**Question**

In the radical F–B–(2-furyl), computed with TPSSh, about half of an electron that is removed or added is counted on boron, about a tenth on fluorine and less on each ring atom. Removal costs about 8 eV, while attachment gains only about 0.03 eV.

PySCF 2.14.0 calculations at the TPSSh/6-311+G(d,p) level for the neutral doublet radical F–B–(2-furyl) in the gas phase, at its GFN2-xTB geometry. The Fukui functions are condensed to atoms with Hirshfeld charges, from removal (fukui minus) and attachment (fukui plus) of one electron at fixed geometry, with both ions computed as singlets.

```
row  fukui minus (e)  computed element  fukui plus (e)
  1            0.143                 F           0.082
  2            0.440                 B           0.580
  3            0.047                 C           0.033
  4            0.063                 C           0.056
  5            0.060                 C           0.041
  6            0.091                 C           0.064
  7            0.037                 O           0.022
  8            0.033                 H           0.043
  9            0.039                 H           0.031
 10            0.048                 H           0.047
```

The column fukui minus, $f^-_A$, is the Hirshfeld charge of atom $A$ in the cation minus that in the neutral; fukui plus, $f^+_A$, is the charge in the neutral minus that in the anion. Atoms are named by element and row: C3 is bonded to B, the ring runs C3–C4–C5–C6–O7, and H8, H9, H10 sit on C4, C5, C6. The molecule is planar, F–B–C is 121°, and both ions are singlets with $S^2=0$.

(a) Why does boron lead both columns?
(b) Test a smooth decay with distance from boron, and explain the breaks among the carbons.
(c) Suppose both columns have one shape away from boron. Predict $f^+$ of H8, find the rows that break the rule and name the cause.

**Model answer**

(a) Bent boryl radicals carry the odd electron in an in-plane σ orbital on boron and leave the out-of-plane p orbital formally empty. A singlet cation arises by emptying the σ orbital and a singlet anion by filling it, so one orbital serves both processes, which gives 0.440 and 0.580 e on B. The assignment is inferred from the bend. Singlet ions agree with it, but emptying or filling a π orbital could give them too. The singlets are taken as the states of interest, and whether a triplet lies lower is untested.

(b) An orbital tail suggests $\ln f = a + b\,d$, with $d$ the distance from B and $b<0$. Least squares on the nine atoms other than B leaves an rms misfit of 0.030 e in $f^-$, half a typical entry, against a rounding of 0.0005 e. On the four carbons alone the slope is positive, about $+0.2$ Å$^{-1}$ in both columns. The bonded C3 is the smallest carbon and the remote C6 the largest.

The carbons break the decay in a pattern. The mean of C4 and C6 exceeds that of C3 and C5 by $(0.056+0.064-0.033-0.041)/2 = 0.023$ e in $f^+$, and by the same amount within rounding in $f^-$. In $f^-$, however, C4 and C5 differ by only 0.003 e, too little for a ranking, and the excess comes mainly from the large C6 and the small C3.

A likely cause is relaxation of the π electrons. Emptying σ makes boron more positive and lowers its empty p level, so the ring donates into it. The chain B–C3=C4–C5=C6 is pentadienyl-like, with resonance structures that put the positive charge on C4 and C6. Filling σ raises the p level and returns density to the same atoms, so the alternation has one sign in both columns. The runs show that relaxation is large: the density differences have parts of opposite sign amounting to 0.278 e on removal and 0.167 e on attachment, though these totals do not separate π from σ.

A Hückel model with rough recalled parameters gives the π loss of each atom as the boron level is lowered. A straight line in this loss, fitted by least squares to the four carbons, leaves up to 0.005 e in $f^+$ but 0.014 e in $f^-$. With the boron level $|\beta|$ above carbon, as used for this line, the model makes C4 and C6 equal, whereas $f^-$ has 0.063 and 0.091. Its alternation holds at the levels tried between $0.5|\beta|$ and $1.5|\beta|$ above carbon and fails for C3 against C4 when the levels coincide.

(c) Put $f^+_A = s\,f^-_A$ for all atoms but B. The column sums fix $s$ without adjustment:

$$s=\frac{0.999-0.580}{1.001-0.440}=\frac{0.419}{0.561}=0.747$$

For H8, itself one of the nine rows in the sums, the prediction is $0.747\times0.033=0.025$ e. The table has 0.043 e, an excess of 0.018 e, where rounding allows $0.0005(1+s)\approx0.0009$ e.

Every row misses by more than rounding, but four stand out: F1 lies 0.025 e below the prediction, and H8, H10 and C4 lie above it by 0.018, 0.011 and 0.009 e. The misfits must add to zero, so the deficit of F1 raises the others somewhat. The ratio $f^+/f^-$ sorts largely by element, with a mean of 0.58 for F and O, 0.74 for C and 1.03 for H; H9 is the exception and falls inside the carbon range.

One cause that theory offers is that the added electron, barely bound if at all, is more diffuse than the one removed. The Hirshfeld scheme shares density in proportion to free-atom densities. Far from the nuclei the extended boron atom and the hydrogens at the rim gain weight, while compact F and O lose it. This fits the ordering and the rise on boron. Stronger relaxation on removal, with opposite-sign parts of 0.278 e against 0.167 e, would also shift positive charge from boron to fluorine and the ring, and no comparison here separates the two causes.

**Remarks on the reasoning**

H8 invites a special story, since it lies closest in direction to the σ lobe and is the only atom besides B with $f^+>f^-$. The ratio correlates with the cosine of the angle to the lobe at $r=0.68$, but this drops to 0.20 without H8, and H10 on the far side is also in excess. On attachment H8 is ordinary, since H/C lies between 0.73 and 0.77 for all three CH groups. Spill-over from the lobe therefore stays a guess.

The break may equally sit in the other column. The far carbons C5 and C6 exceed C3 and C4 by about 0.02 e on removal but by only 0.008 e on attachment, so C4 and H8 may be low in $f^-$ rather than high in $f^+$. A hole on boron that draws electrons from the far end toward the near one would do this, which is again a guess.

Part (b) rests on both columns, but alternation does not prove the σ picture: an electron in a π orbital of the same chain would also favour C4 and C6. Two constants on four points show a pattern, not its origin. In this molecule conjugation with the empty boron orbital describes the ring carbons better than a decay with distance does, clearly in $f^+$ and only roughly in $f^-$, but one molecule does not make a rule.

Part (c) leans on $f^+$, the less secure column. The highest occupied level of the anion is positive and the affinity is 0.028 eV, so binding is not established and the basis may be confining the electron. The shares of B and H depend on exactly that outer density. All values are vertical, so the straightening expected of a two-coordinate boron cation is absent. If such a fragment forms from a boron precursor, its charge exchange centres on boron, though a gas-phase result does not fix how it reacts at a surface.
